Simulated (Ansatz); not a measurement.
# B: energy change per atom and pressure as volume scale varies

Results calculated with Ansatz 0.2.0, not measured. Plane-wave DFT, scalar-relativistic PAW made under PBE with cores redone for the functional, no dispersion; the given relaxed cell is scaled uniformly, energy at zero smearing counts from the unscaled cell, pressure at the given Fermi-Dirac smearing is positive in compression.

The cell before it is scaled or strained (space group P6_3/mmc, No. 194):
```
B
1.0
      1.6962     0.0000     0.0000
     -0.8481     1.4690     0.0000
      0.0000     0.0000     6.9341
B
2
Direct
  0.33333 0.66667 0.25000
  0.66667 0.33333 0.75000
```

Settings of every row: spin polarised no; functional LDA; wave cutoff 420 eV; smearing width 0.1 eV; k mesh 24x24x5.

Atom starting moment: 0 on all atoms.

Limits: the cell comes from a prototype or a list of computed structures and needn't be the stable phase.

| row | volume scale | V (Å³/atom) | energy change per atom (meV) | pressure (GPa) |
| --- | --- | --- | --- | --- |
| 1 | 0.88 | 7.602 | 90.44 | 31.43 |
| 2 | 0.92 | 7.948 | 36.69 | 18.8 |
| 3 | 0.96 | 8.293 | ? | ? |
| 4 | 1.04 | 8.984 | 9.46 | -7.8 |
| 5 | 1.08 | 9.33 | 33.22 | -13.85 |
| 6 | 1.12 | 9.676 | 68.81 | -18.88 |

Question: what energy change per atom and pressure should row 3 give?

Worked fit of energy change per atom. Take u = (V_r/V)^(2/3) − 1 with V_r = 8.984 Å³ an atom, which is twice the finite (Eulerian) strain; such expansions in the strain, on which the Birch-Murnaghan equation of state is built, carry the rest volume and the bulk modulus. The shown rows have u = 0.11779, 0.08511, 0, -0.02488, -0.04827. Least squares give energy change per atom = 9.697 − 665.638 × u + 11488.64 × u² meV; a straight line predicts inner rows, each left out in turn, worse (root mean square 32 against 0.59 meV). The rows lie off it by -0.25, 0.43, -0.24, -0.15, 0.21 (root mean square 0.27 meV). The withheld row has u = 0.0548, so the fit gives 9.697 − 665.638 × (0.0548) + 11488.64 × (0.0548)² = 7.72 meV.

The calculation gave 7.89 meV. The fit lies 0.17 meV (2.2 % of the value, 0.21 % of the column's range) below it; its largest miss of a shown row is 0.43 meV.

Worked fit of pressure. Take u = (V_r/V)^(2/3) − 1 with V_r = 8.984 Å³ an atom, which is twice the finite (Eulerian) strain; such expansions in the strain, on which the Birch-Murnaghan equation of state is built, carry the rest volume and the bulk modulus. The shown rows have u = 0.11779, 0.08511, 0, -0.02488, -0.04827. Least squares give pressure = −7.796 + 259.508 × u + 623.71 × u² GPa; a straight line predicts inner rows, each left out in turn, worse (root mean square 1.8 against 0.018 GPa). The rows lie off it by 0.00, -0.01, 0.00, 0.02, -0.01. The pressure vanishes at u = 0.0281, or V = 8.618 Å³ an atom, and there the bulk modulus at fixed shape and fractions is B = −V dP/dV = (2/3)(1 + u) dP/du = 202 GPa. Letting shape and atoms relax would as a rule lower it, by much in layered, chain or molecular crystals. The withheld row has u = 0.0548, so the fit gives −7.796 + 259.508 × (0.0548) + 623.71 × (0.0548)² = 8.30 GPa.

The calculation gave 8.25 GPa. The fit lies 0.05 GPa (0.099 % of the column's range) above it; its largest miss of a shown row is 0.02 GPa.
